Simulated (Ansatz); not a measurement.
# LuH₂: from λ and ω_log to T_c, calculated with Ansatz

Space group Fm-3m (No. 225), 3 atoms in the cell of the first input below: a = 3.506 Å, b = 3.506 Å, c = 3.506 Å, α = 60.00°, β = 60.00°, γ = 60.00°.

The cell was built from a prototype of a structure type listed for this compound, relaxed without spin–orbit coupling to zero pressure (pressure 0.0 GPa with this functional, without spin–orbit coupling). Functional: PBEsol.

Input:

```yaml
crystal:
  lattice:
    - [0.0, 2.4791671951, 2.4791671951]
    - [2.4791671951, 0.0, 2.4791671951]
    - [2.4791671951, 2.4791671951, 0.0]
  atoms:
    - { symbol: Lu, position: [0.0, 0.0, 0.0] }
    - { symbol: H, position: [0.25, 0.25, 0.25] }
    - { symbol: H, position: [0.75, 0.75, 0.75] }
basis:
  ecutwfc: 420
  ecutrho_ratio: 4
kpoints:
  mp_grid: { grid: [12, 12, 12] }
hamiltonian:
  xc: pbesol
scf:
  occupations: { method: methfessel_paxton, width: 0.2 }
output: {}
phonons:
  supercell: [2, 2, 2]
  qpath:
    path:
      - [[0.0, 0.0, 0.0], [0.5, 0.0, 0.5], [0.625, 0.25, 0.625]]
      - [[0.375, 0.375, 0.75], [0.0, 0.0, 0.0], [0.5, 0.5, 0.5], [0.5, 0.25, 0.75], [0.5, 0.0, 0.5]]
    npoints: 6
  electrical_resistivity: { mesh: [24, 24, 24], temperatures: [50, 100, 200, 300, 500] }
  superconductivity: { mesh: [24, 24, 24], eliashberg_equations: false }
```

```bash
ansatz run input.yaml --threads 8 --pin off --max-ram 15360MiB --backend cpu --events-out ev --progress --plain --runs-dir out
```

Time: 82 s on 8 threads of Arm Neoverse V1, on a shared host, peak memory 2.4 GiB.

On the finest mesh λ = 0.2517, ω_log = 26.355 meV, N(E_F) = 0.287 states per eV, spin and cell. λ by mesh: 24×24×24 0.252, 12×12×12 0.251, 6×6×6 0.245.

Question: What T_c does McMillan's formula in the Allen–Dynes form give for μ* = 0.10?

Answer: T_c = (ω_log/1.2) exp[−1.04(1+λ)/(λ − μ*(1+0.62λ))] = (305.84 K/1.2) × exp(−1.3018/0.1361) = 0.02 K. By mesh, finest first, the same formula gives 0.02, 0.02, 0.01 K.

Caveats: a T_c this low hangs on μ* by orders of magnitude and means in effect no superconductivity; no spin-orbit coupling, which matters for these elements; small supercell, couplings not converged in it.

LuH₂ comes out as a weak-coupling metal: λ is only about 0.25, and the Coulomb term cancels nearly half of it in the exponent, so even a respectable ω_log cannot produce a meaningful T_c. The reason probably lies in the electron count. Trivalent Lu gives up two electrons to fill the hydridic H 1s-derived bands, leaving one in a conduction band of mainly Lu 5d character. The density of states at the Fermi level is therefore small, and with little H character there, the stiff hydrogen vibrations have little leverage on the conduction electrons. Light hydrogen alone does not make a high-T_c hydride; its states must also take part at the Fermi level. The value of ω_log, low for hydrogen optical modes, suggests that Lu-dominated acoustic modes carry much of the coupling, though a mode-resolved Eliashberg function would be needed to confirm this. The result applies to the stoichiometric dihydride at zero pressure and does not carry over to compressed, hydrogen-richer or nitrogen-doped phases.
